**Question.** I anneal a buried Sb marker layer in Si that is uniformly doped with P, and the marker spreads faster the more P there is. Process texts model this with $D=D^0+D^-(n/n_i)+D^=(n/n_i)^2+D^+(n_i/n)$, credited to Fair, and say that neutral vacancies "do not feel" the Fermi level while charged ones do. Why is the neutral density fixed? Where do the integer powers come from, what is $n$ at the anneal temperature, and when does the formula fail?

---

**Answer.** Each electron bound to a defect is taken from the electron gas at chemical potential $E_F$, so it multiplies the equilibrium density of that defect by $e^{E_F/kT}$, which for nondegenerate carriers is proportional to $n$. A neutral defect takes no electron. The rest is bookkeeping, which I do in full.

## Conventions and premises

$X$ is a native defect (vacancy or self-interstitial) and $A$ the dopant, here the donor Sb. The integer $j$ counts electrons held in excess of the neutral defect: $j=1$ is $X^-$, $j=2$ is $X^=$, $j=-1$ is $X^+$. All electron energies share one zero and increase upward. The label $i$ marks the undoped crystal at the same $T$, $e>0$, and $z$ is depth.

1. Defects are dilute and do not interact, except by forming $AX$ pairs.
2. Defects are in equilibrium with a source and sink (the surface) at fixed $T$ and pressure, and their charge states are in equilibrium with the carriers.
3. Doping does not move the band edges or the defect energies relative to each other.
4. Carriers are nondegenerate.
5. Dopants are fully ionised and the crystal is locally neutral.
6. $A$ moves only while paired with $X$. Pairing is in local equilibrium, and only a small fraction of $A$ is paired.

## Step 1: equilibrium density of each charge state

Let $N_s$ be the density of sites, $C_j$ the density of defects in state $j$, and $\theta_j$ their spin and orientational degeneracy. Let $G_j$ be the Gibbs energy to make one such defect, with the Si atom moved to or from a surface kink and the $j$ electrons brought from the energy zero. $G_j$ contains the vibrational entropy but not $\theta_j$. Per volume,

$$G=\sum_j C_jG_j-kT\ln W+G_{\rm el}(n_{\rm el}),\qquad W=\frac{N_s!\,\prod_j\theta_j^{C_j}}{\left(N_s-\sum_jC_j\right)!\,\prod_jC_j!},$$

where $G_{\rm el}$ is the free energy of the $n_{\rm el}$ electrons in band and dopant states. Electrons are conserved, so $n_{\rm el}+\sum_j jC_j$ is fixed and $\partial n_{\rm el}/\partial C_j=-j$. By definition $\partial G_{\rm el}/\partial n_{\rm el}=E_F$. Stirling's formula gives $\partial\ln W/\partial C_j=\ln[\theta_j(N_s-\sum_kC_k)/C_j]$. Premise 2 lets each $C_j$ vary independently, so $\partial G/\partial C_j=0$:

$$G_j-jE_F=kT\ln\frac{\theta_j\left(N_s-\sum_kC_k\right)}{C_j}.$$

For dilute defects,

$$C_j=\theta_jN_s\exp\left[-\frac{G_j-jE_F}{kT}\right].\tag{1}$$

The prefactor is $N_s$ up to the fraction of sites taken by dopants or adjoining them. With a typical $N_s=5.0\times10^{22}$ cm$^{-3}$ and $5\times10^{19}$ cm$^{-3}$ of P the dopant fraction is 0.001.

Setting $j=0$ answers the first question: $C_0=\theta_0N_se^{-G_0/kT}$ contains no $E_F$. The system is open. When $E_F$ rises and some $X^0$ capture electrons, the surface supplies more defects until $C_0$ is restored, so the total $\sum_jC_j$ grows. For a closed population the total would be fixed and $C_0$ would fall. In elemental Si the atom reservoir is the crystal itself, so $G_0$ depends on $T$ and pressure only. In a compound it also depends on the vapour pressure of one component, which must then be held fixed.

An electrostatic potential $\phi(z)$ shifts $G_j$ by $-je\phi$ and the band edges by $-e\phi$. It leaves $G_0$ alone, so $C_0$ is also uniform across a doping gradient, while the charged states follow the local distance of $E_F$ from the bands.

## Step 2: ratios in terms of levels

Define the $k$-th acceptor level as the cost of adding the $k$-th electron, $E_k=G_k-G_{k-1}$, and the donor level as $E_+=G_0-G_{-1}$. The sum telescopes, $G_j-G_0=\sum_{k=1}^jE_k$, and dividing (1) by $C_0$ gives

$$\frac{C(X^{-j})}{C(X^0)}=g_j\exp\left[\frac{jE_F-\sum_{k=1}^jE_k}{kT}\right],\qquad\frac{C(X^+)}{C(X^0)}=g_+\exp\left[\frac{E_+-E_F}{kT}\right],\tag{2}$$

with $g_j=\theta_j/\theta_0$ and $g_+=\theta_{-1}/\theta_0$. The levels are free-energy differences between relaxed configurations at the anneal temperature. Their order was never used, so (2) also holds for $E_2<E_1$ (negative $U$).

Divide (1) by its value in the undoped crystal, where $E_F=E_i$. By premise 3, $\theta_j$ and $G_j$ cancel:

$$C_j=C_j^i\,\xi^{\,j},\qquad\xi=e^{(E_F-E_i)/kT}.\tag{3}$$

No assumption about carrier statistics has entered yet.

## Step 3: from $E_F$ to $n/n_i$

For a parabolic band with effective density of states $N_c$, with $\eta=(E_F-E_c)/kT$ and $\epsilon=(E-E_c)/kT$,

$$\frac{n}{N_c}=\frac{2}{\sqrt\pi}\int_0^\infty\frac{\sqrt\epsilon\,d\epsilon}{e^{\epsilon-\eta}+1}=e^\eta-\frac{e^{2\eta}}{2^{3/2}}+\dots$$

The series follows for $\eta<0$ from expanding the occupation in powers of $e^{\eta-\epsilon}$ and using $(2/\sqrt\pi)\int_0^\infty\sqrt\epsilon\,e^{-m\epsilon}d\epsilon=m^{-3/2}$. With $r=n/N_c$, taking the logarithm of $r=e^\eta(1-e^\eta/\sqrt8+\dots)$ gives $\eta=\ln r+r/\sqrt8+O(r^2)$. Subtracting the intrinsic case, $r_i=n_i/N_c$,

$$\xi=\frac{n}{n_i}\exp\left[\frac{r-r_i}{\sqrt8}+\dots\right].\tag{4}$$

Premise 4 drops the exponential, so $\xi=x\equiv n/n_i$. The same argument for holes gives $p/n_i=1/\xi$, hence $np=n_i^2$, and

$$C(X^{-j})=C^i(X^{-j})\left(\frac{n}{n_i}\right)^j,\qquad C(X^+)=C^i(X^+)\,\frac{n_i}{n}.\tag{5}$$

The powers are integers because electrons come in whole numbers.

## Step 4: the electron density

Let $N$ be the net density of ionised donors, here active P plus Sb. Charged native defects are taken as negligible beside $n_i$. Neutrality is $n-p=N$, and with $p=n_i^2/n$ it becomes $n^2-Nn-n_i^2=0$. The product of the roots is $-n_i^2$, so exactly one is positive:

$$n=\frac N2+\sqrt{\frac{N^2}{4}+n_i^2}.\tag{6}$$

It also holds for $N<0$. Since $(n+p)^2=(n-p)^2+4np$, we have $n+p=\sqrt{N^2+4n_i^2}$. Differentiating $x-1/x=N/n_i$ gives $(x+1/x)\,d\ln x=dN/n_i$, that is

$$d\ln x=\frac{dN}{\sqrt{N^2+4n_i^2}}.\tag{7}$$

Here $n_i$ belongs to the anneal temperature, and the Fermi-level effect sets in only when $N$ approaches that value.

## Step 5: the mobile fraction of the dopant

Apply the argument of Step 1 to one dopant atom. It is either an isolated $A^+$, density $C_A$, or part of a pair made from $A^+$, $X^0$ and $j$ electrons, with net charge $(1-j)e$ and density $P_j$. Let $G'_j$ be the Gibbs energy to create the defect beside the dopant with $j$ electrons attached, and $\theta'_j$ the degeneracy of the pair. The relative weight of the two states is

$$f_j\equiv\frac{P_j}{C_A}=\theta'_j\,e^{-(G'_j-jE_F)/kT}=\frac{\theta'_j}{\theta_j}\,\frac{C_j}{N_s}\,e^{B_j/kT},\qquad B_j\equiv G_j-G'_j .$$

The second form uses (1) and is the mass-action law of $A^++X^{-j}\rightleftharpoons(AX)^{1-j}$ with binding free energy $B_j$. Dividing by the intrinsic value again,

$$P_j=f_j^i\,x^j\,C_A.\tag{8}$$

Pairs of vacancies with the background P do not change $C_j$ or $f_j$ in equilibrium, for the same reason that $C_0$ is fixed: the surface refills what is trapped.

## Step 6: the flux

Let the pair in state $j$ have diffusivity $d_j$. For a vacancy pair in the diamond lattice $d_j$ describes the whole cycle in which the vacancy exchanges with Sb, walks around a ring of sites and returns from another side, so the correlation factor is inside $d_j$. With $\psi=e\phi/kT$ and the Einstein relation for the mobility,

$$J_j=-d_j\left[\partial_zP_j+(1-j)P_j\,\partial_z\psi\right].$$

Electrons relax far faster than atoms, so $E_F$ is flat. The band edges shift by $-e\phi$, hence $n\propto e^{\psi}$ and $\partial_z\psi=\partial_z\ln x$. From (8), $\partial_zP_j=f^i_jx^j(\partial_zC_A+jC_A\,\partial_z\ln x)$. The terms in $j$ cancel:

$$J_j=-d_jf_j^i\,x^j\left[\partial_zC_A+C_A\,\partial_z\ln x\right].$$

Every channel has the same bracket, as it must, because all fluxes vanish together in the equilibrium profile $C_A\propto1/x$ of a singly charged donor. By premise 6 the total dopant density is $C\simeq C_A$. Summing over $j=-1,0,1,2$ and naming the intrinsic products $d_jf_j^i$ as $D^+,D^0,D^-,D^=$,

$$J=-D\left[\partial_zC+C\,\partial_z\ln\frac{n}{n_i}\right],\qquad\boxed{D=D^0+D^-\frac{n}{n_i}+D^=\left(\frac{n}{n_i}\right)^2+D^+\frac{n_i}{n}}\tag{9}$$

with $n$ from (6). The coefficients depend on $T$ only, and their sum is the intrinsic diffusivity $D_i$. Vacancy and interstitial channels add term by term. If the paired fraction is not small, $C=C_A(1+\sum_jf_j)$ and the flux must be kept in terms of $C_A$.

The superscripts need care. The power $j$ counts electrons in the mobile complex relative to $A^++X^0$. $D^-$ belongs to a neutral pair $(AX)^0$ and $D^=$ to $(AX)^-$. Equation (8) needs only $G'_j$, so a term linear in $n$ does not prove that the free $X^-$ is an abundant species. If charge exchange is faster than the jumps, transition-state theory weights the saddle configuration with $j$ electrons by $x^j$ in the same way. The polynomial survives, and $j$ then refers to the saddle point.

## Step 7: why a marker measures $D$ itself

With uniform P, $\partial_zN=\partial_zC$, and (7) turns (9) into

$$J=-hD\,\partial_zC,\qquad h=1+\frac{C}{\sqrt{N^2+4n_i^2}}.$$

For a dopant diffusing alone, $N=C$ and $h$ runs from 1 to 2. For a marker with $C\ll n+p$, $h\to1$, and by (7) the marker changes $x$ by the same small fraction $C/(n+p)$, so $D$ is constant. P atoms drifting away from the marker in its field only reduce this perturbation. Then $\partial_tC=D\,\partial_z^2C$. Two integrations by parts, for a profile that vanishes far away, give $\frac{d}{dt}\int z^2C\,dz=2D\int C\,dz$ with a fixed centre, so the variance obeys

$$\sigma^2(t)-\sigma^2(0)=2Dt$$

for any initial shape.

## Range of validity

- **Defect equilibrium (premise 2).** The anneal must be inert and long compared with the time to populate vacancies and P–vacancy pairs. Oxidation, nitridation, implant damage, P precipitation and steep P gradients all drive the defect densities away from equilibrium. A uniform ratio $s=C_0/C_0^{\rm eq}$ multiplies the channels of that defect by $s$. Sb is typically taken to move almost wholly by vacancies, so oxidation, which depletes them, retards it. The P background must stay flat around the marker although P typically diffuses faster than Sb.
- **Nondegeneracy.** Each $x^j$ is really $\xi^j$ of (4). The correction raises $D$.
- **Rigid levels (premise 3).** Screening, gap narrowing and dopant strain shift levels against bands. The screening scale is $e^2/(8\pi\varepsilon L_D)$ per unit charge squared, with permittivity $\varepsilon=\varepsilon_r\varepsilon_0$ and Debye length $L_D=\sqrt{\varepsilon kT/[e^2(n+p)]}$. It comes from the potential $-q/(4\pi\varepsilon L_D)$ that the screening cloud makes at a charge $q$, integrated while charging from 0 to $e$.
- **Local neutrality.** Profiles must vary slowly over $L_D$.
- **Active dopant.** $N$ is the P ionised at the anneal temperature, not the chemical P once clusters form.
- **Isolated pairs.** When a vacancy feels several donors at once, premise 1 fails and the polynomial has no reason to stop at $x^2$.
- **Many pairing events.** Each Sb atom must pair and separate many times during the anneal, or the spreading is not Fickian.

## Numerical illustration: Sb in P-doped Si at 1000 °C

$T=1273.15$ K and $kT=0.10971$ eV. The inputs are typical process-simulation values, themselves fits to Sb diffusion and chosen because they reproduce its typical behaviour at moderate doping, so the output is the model's and tests nothing:

- $n_i\approx7.1\times10^{18}$ cm$^{-3}$,
- $D^0=0.214\,e^{-3.65\,{\rm eV}/kT}$ cm$^2$/s $=0.76\times10^{-15}$ cm$^2$/s,
- $D^-=15\,e^{-4.08\,{\rm eV}/kT}$ cm$^2$/s $=1.06\times10^{-15}$ cm$^2$/s,
- $D^==D^+=0$, so $D_i=1.82\times10^{-15}$ cm$^2$/s.

Equations (6) and (9), with $E_F-E_i=kT\ln x$ and the marker neglected in $N$, give:

| $N$ ($10^{19}$ cm$^{-3}$) | $n$ ($10^{19}$ cm$^{-3}$) | $n/n_i$ | $E_F-E_i$ (eV) | $D$ ($10^{-15}$ cm$^2$/s) | $D/D_i$ |
|---|---|---|---|---|---|
| 0 | 0.71 | 1 | 0 | 1.8 | 1 |
| 0.5 | 1.00 | 1.41 | 0.038 | 2.3 | 1.2 |
| 2 | 2.23 | 3.14 | 0.125 | 4.1 | 2.2 |
| 5 | 5.10 | 7.18 | 0.216 | 8.4 | 4.6 |
| 10 | 10.05 | 14.16 | 0.291 | 16 | 8.7 |

Take $N=5\times10^{19}$ cm$^{-3}$. Neutral vacancies are unchanged, $V^-$ is up by 7.18 and $V^=$ by 51.6. After 60 min, $\sqrt{2Dt}$ is 78 nm, against 36 nm without P. The neglected terms at this doping are as follows.

**Marker field.** Here $n+p=5.20\times10^{19}$ cm$^{-3}$, so a peak of $10^{18}$ cm$^{-3}$ gives $h-1=0.019$. In the undoped reference $n+p=1.42\times10^{19}$ cm$^{-3}$ and the same peak gives 0.070.

**Degeneracy.** A typical $N_c=2.8\times10^{19}$ cm$^{-3}$ at 300 K, scaled as $T^{3/2}$, gives $2.45\times10^{20}$ cm$^{-3}$. With it, $E_c-E_i=kT\ln(N_c/n_i)=0.39$ eV, well under 0.56 eV, half of the compiled 300 K gap of 1.12 eV (Wing 2021). The gap shrinks on heating, and the room-temperature value must not be used to compute $n_i$. Now $r=0.208$, $r_i=0.029$ and $\eta=-1.5$, and (4) gives $\xi/x=1.065$, which lifts $D$ from 8.4 to $8.9\times10^{-15}$ cm$^2$/s. At $N=10^{20}$ cm$^{-3}$ the factor is 1.14.

**Screening.** With the compiled $\varepsilon_r=11.7$ (300 K, Ioffe Institute), used here at 1000 °C for want of a high-temperature value, $L_D=1.17$ nm, and 2.24 nm in the undoped crystal. Both are far below the profile width, so neutrality is safe. The screening energy is 0.053 eV, which is 0.025 eV more than without P. The $D^0$ channel turns Sb$^+$ into a pair of the same charge and is unaffected. The $D^-$ channel turns Sb$^+$ and an electron into a neutral pair and forfeits two screening energies, a factor $e^{-2(0.025\,{\rm eV})/kT}=0.63$ that would bring $D$ down to $5.6\times10^{-15}$ cm$^2$/s. This is only an indication of scale: a Debye sphere holds 0.35 carriers, so linear screening is not controlled, and a $D^-$ fitted against $n/n_i$ in doped samples has already absorbed part of the shift, as it has part of the degeneracy factor.

**A small $D^=$.** A hypothetical doubly negative channel worth only 2% of $D_i$ would be hard to see in undoped Si, yet here it would add $0.02\times51.6=1.0$ in units of $D_i$ to the tabulated 4.6. The split between $D^-$ and $D^=$ is therefore a property of the fit and of the doping range it covered.

The model's result at $5\times10^{19}$ cm$^{-3}$ of P is thus $D\approx8\times10^{-15}$ cm$^2$/s, a four- to fivefold enhancement that is uncertain by some tens of per cent. As typical knowledge, the Sb diffusivity in P-doped Si rises roughly linearly with donor density up to about $2\times10^{20}$ cm$^{-3}$ and much more steeply beyond, where this parameter set falls short by a factor that soon reaches several and the premise of isolated pairs no longer holds.